\section*{Surface-potential fluctuation broadening and the area sum rule: Si/SiO$_2$ at 100 K}

\subsection*{Model and inputs}
The conductance method reduces the admittance of a MOS capacitor, after removal of the oxide capacitance $C_{ox}$, to a parallel pair $C_p$, $G_p$ per unit area. Take n-type Si in depletion and a trap density $D_{it}$ uniform in energy, with $C_{it}=qD_{it}$ ($D_{it}$ in cm$^{-2}$eV$^{-1}$, $C_{it}$ in F/cm$^2$). For a uniform surface the continuum result of Lehovec (1966) is
\begin{equation}
\frac{G_p}{\omega}=C_{it}\,g,\qquad g=\frac{\ln(1+x^2)}{2x},\qquad x=\omega\tau,\qquad \tau=\frac{1}{\sigma_c v_{th} n_s},
\end{equation}
with a peak $g=0.402$ at $x=1.98$. Random oxide charge makes the surface potential vary. Following Nicollian and Goetzberger (1967), let $v$ be its local deviation in units of $kT/q$, Gaussian with zero mean and standard deviation $\sigma_s$, positive where electrons are more plentiful, so that the local time constant is $\tau_0e^{-v}$.

Illustrative inputs are $D_{it}=10^{11}$ cm$^{-2}$eV$^{-1}$ and an rms fluctuation of 40 mV, taken as independent of temperature. The 40 mV was chosen to fall in the range $\sigma_s\approx1$ to 3 typical of thermal oxides at room temperature. It gives $\sigma_s=1.55$ at 300 K ($kT/q=25.85$ mV) and $\sigma_s=4.64$ at 100 K ($kT/q=8.617$ mV).

\subsection*{Estimate by hand}
One trap level gives a Debye peak $x/(1+x^2)$, whose area on a $\ln\omega$ axis is $\pi/2\approx1.6$. A change of $\tau$ slides the peak along the axis and leaves its area alone. A rough surface is a mixture of such peaks whose capacitances add to $C_{it}=16$ nF/cm$^2$, so the area stays near $1.6\,C_{it}$.

Since $\ln\tau$ follows $-v$, the peaks are spread over a Gaussian of width $\sigma_s\approx4.6$. Treat each peak as a spike. A Gaussian has the height of a rectangle of equal area and width $\sqrt{2\pi}\,\sigma_s\approx2.5\times4.6=11.5$, which is 5 decades. Hence
\begin{equation}
(G_p/\omega)_{\max}\approx\frac{1.6}{11.5}\,C_{it}\approx0.14\,C_{it}\approx2.2\ \text{nF/cm}^2 .
\end{equation}

Wide smearing puts the maximum at the centre of gravity of the unsmeared curve. A level with occupancy $f$ relaxes by capture and emission at the total rate $1/(\tau f)$, so its time constant is $\tau f$. Its share of $C_{it}$ is $-(df/dE)\,dE$, so $f$ is uniformly weighted on $(0,1)$. Each Debye peak is symmetric about $\ln(\omega\tau)=-\ln f$, and the mean of $-\ln f$ is 1. The estimate is $\omega\tau_0\approx e\approx2.7$.

\subsection*{Careful calculation}
The same weighting reproduces the Lehovec form:
\begin{equation}
\int_0^1\frac{xf}{1+x^2f^2}\,df=\frac{\ln(1+x^2)}{2x}.
\end{equation}
Write $u=\ln(\omega\tau_0)$ and regard $g$ as a function of $\ln x$. If all patches see the same ac surface potential, their admittances add:
\begin{equation}
\langle g\rangle(u)=\int_{-\infty}^{\infty}g(u-v)\,\frac{e^{-v^2/2\sigma_s^2}}{\sqrt{2\pi}\,\sigma_s}\,dv .
\end{equation}
Integrating over $u$ first removes $v$, and the Gaussian then integrates to one:
\begin{equation}
\int\frac{G_p}{\omega}\,d\ln\omega=C_{it}\int_0^\infty\frac{\ln(1+x^2)}{2x^2}\,dx=\frac{\pi}{2}C_{it}.
\end{equation}
This is the zero-frequency Kramers--Kronig relation, $C_p(0)-C_p(\infty)=(2/\pi)\int(G_p/\omega)\,d\ln\omega$. The trap capacitance of each patch, $C_{it}\arctan(x)/x$, falls from $C_{it}$ to zero whatever its $\tau$. The rule therefore holds for any distribution of $v$.

The shape follows from the moment-generating function. With $w=\ln x$, each Debye peak is $1/(2\cosh(w+\ln f))$, so the transform factorises into $\int_0^1f^{-s}df$ and the transform of $1/(2\cosh w)$:
\begin{equation}
\int_{-\infty}^{\infty} e^{sw}g(w)\,dw=\frac{1}{1-s}\cdot\frac{\pi}{2\cos(\pi s/2)},\qquad |s|<1 .
\end{equation}
The derivatives of its logarithm at $s=0$ are the cumulants of $g$ normalised to unit area:
\begin{equation}
\kappa_1=1,\quad\kappa_2=1+\frac{\pi^2}{4}=3.47,\quad\kappa_3=2,\quad\kappa_4=6+\frac{\pi^4}{8}=18.2 .
\end{equation}
The Gaussian multiplies the transform by $e^{\sigma_s^2s^2/2}$, which adds $\sigma_s^2$ to $\kappa_2$ and changes no other cumulant. Setting $s=ik$ and inverting gives an integral suited to quadrature,
\begin{equation}
\langle g\rangle(u)=\frac12\int_0^\infty\frac{\cos ku+k\sin ku}{(1+k^2)\cosh(\pi k/2)}\,e^{-\sigma_s^2k^2/2}\,dk .
\end{equation}
For large $\sigma_s$ only small $k$ contributes. With $S^2=\sigma_s^2+\kappa_2$, expansion about a Gaussian of variance $S^2$ centred on $u=1$ gives the leading corrections
\begin{equation}
\langle g\rangle_{\max}\approx\frac{\sqrt{\pi/8}}{S}\left(1+\frac{\kappa_4}{8S^4}\right),\qquad
u_{\max}\approx1-\frac{\kappa_3}{2S^2}=1-\frac{1}{S^2}.
\end{equation}
The limits are $(G_p/\omega)_{\max}\to C_{it}\sqrt{\pi/8}/\sigma_s$, with $\sqrt{\pi/8}=0.627$, and $\omega\tau_0\to e=2.72$. The last two columns below come from quadrature.

\begin{center}
\begin{tabular}{lccccc}
\hline
case & $\sigma_s$ & $\sqrt{\pi/8}/\sigma_s$ & $\sqrt{\pi/8}/S$ & $\langle g\rangle_{\max}$ & $\omega\tau_0$ at peak\\
\hline
uniform & 0 & -- & 0.337 & 0.402 & 1.98\\
300 K & 1.55 & 0.404 & 0.259 & 0.273 & 2.35\\
100 K & 4.64 & 0.135 & 0.125 & 0.126 & 2.62\\
\hline
\end{tabular}
\end{center}

At 100 K, $S=5.00$, and the model's peak is $0.126\,C_{it}=2.0$ nF/cm$^2$ at $u_{\max}=0.963$. The expansion gives $u_{\max}=0.960$.

\subsection*{Why the two differ}
The hand height before its last rounding, 0.139, is 1.11 times the computed one. Three factors account for this.
\begin{itemize}
\item Rounding $\pi/2$, $\sqrt{2\pi}$ and $\sigma_s$ raises 0.135 to 0.139, a factor 1.030.
\item The spike picture ignores the width of the Lehovec curve. Its variance 3.47 consists of 2.47 from the Debye shape and 1 from the spread of $f$. It adds to $\sigma_s^2=21.5$, so the estimate is high by $S/\sigma_s=1.078$. This is the main term. Widths add in quadrature, which keeps it small at 100 K. At 300 K the spike formula gives 0.404, above even the unbroadened 0.402.
\item The Lehovec curve has exponential tails and a sharper top than a Gaussian of equal variance. This lifts the true peak by $\kappa_4/8S^4=0.0036$ at leading order and by 0.0033 in full, and divides the ratio by 1.003.
\end{itemize}
The position differs because $g$ is skewed. The nearly empty levels above the Fermi level respond fast and form a tail at high frequency, so the maximum lies below the centre of gravity. The offset in $u$ is $-0.037$, against $-1/S^2=-0.040$, and $e$ lies 3.7\% above the computed position.

\subsection*{Neglected effects and their size}
To centre the peak at 10 kHz requires $\tau_0=2.62/\omega=42~\mu$s. With $n_s=N_ce^{-\Delta E/kT}$ and approximate inputs $\sigma_c=10^{-15}$ cm$^2$, $v_{th}=10^7$ cm/s, $N_c=5\times10^{18}$ cm$^{-3}$, the mean surface Fermi level lies $\Delta E=kT\ln(\sigma_cv_{th}N_c\tau_0)=125$ meV below $E_c$. This is far above midgap, about 0.56 eV below $E_c$ for the compiled 300 K gap of 1.12 eV (Wing 2021), so exchange with holes is negligible. Two consequences of working this near the band edge outweigh the offset of $-0.037$.

First, $D_{it}$ typically rises towards the edge. Suppose it grows by $e$ over an illustrative 200 meV. Patches then carry the weight $e^{\beta v}$ with $\beta=kT/(200\ \text{meV})=0.043$. Completing the square shifts the curve by $+\beta\sigma_s^2=0.93$ in $u$, a factor 2.5 in frequency, and scales height and area by only $e^{\beta^2\sigma_s^2/2}=1.02$.

Second, the band bending is small. For $N_D=10^{16}$ cm$^{-3}$, taken as fully ionised, the bulk Fermi level is 54 meV below $E_c$, so the mean bending is $\psi=72$ mV, or 1.8 standard deviations. The depletion approximation with the compiled 300 K permittivity 11.7 (Ioffe Institute) gives $C_D=\sqrt{\varepsilon qN_D/2\psi}=107$ nF/cm$^2$. A 10 nm oxide of typical permittivity 3.9 gives $C_{ox}=345$ nF/cm$^2$. If patches are wide and decoupled, each has its own divider $C_{ox}C/(C_{ox}+C)$, whose sensitivity to a small added trap term varies as $(C_{ox}+C_D)^{-2}$. Since $dC_D/dv=C_D(kT/q)/2\psi$, the weight is tilted with $\beta'=-[C_D/(C_{ox}+C_D)](kT/q)/\psi=-0.028$. To first order the shift is $\beta'\sigma_s^2=-0.6$. About 4\% of the assumed Gaussian lies beyond flat band, where electron screening cuts it off; this mainly affects the high-frequency wing.

The top is also flat. The signal falls by 1\% only at $\Delta u=S\sqrt{0.02}=0.7$, a factor 2 in frequency. A capture cross-section taken from the peak position at 100 K is uncertain by factors of this size, and the choice between 2.62 and 2.72 is immaterial. The height is insensitive to these tilts at first order.

\subsection*{Using the result}
The uniform-surface conversion with 0.402 would return a $D_{it}$ too low by a factor 3.2 for this model at 100 K, and the asymptotic form one too low by 7\%. Replacing $\sigma_s$ by $S$ brings the closed form within 0.4\% of the quadrature. The area needs no $\sigma_s$, but it needs the whole curve. The full width at half maximum is about $2.355\,S=11.8$ in $\ln\omega$, or 5.1 decades, and a sweep from 100 Hz to 1 MHz centred on the peak collects 64\% of $(\pi/2)C_{it}$. The practical route is to fit $\sigma_s$ to the curvature within the window, with an ac amplitude well below 8.6 mV, and to convert the height with $S$. The model's peak of 2.0 nF/cm$^2$ scales directly with the assumed $D_{it}$ and nearly inversely with the assumed 40 mV.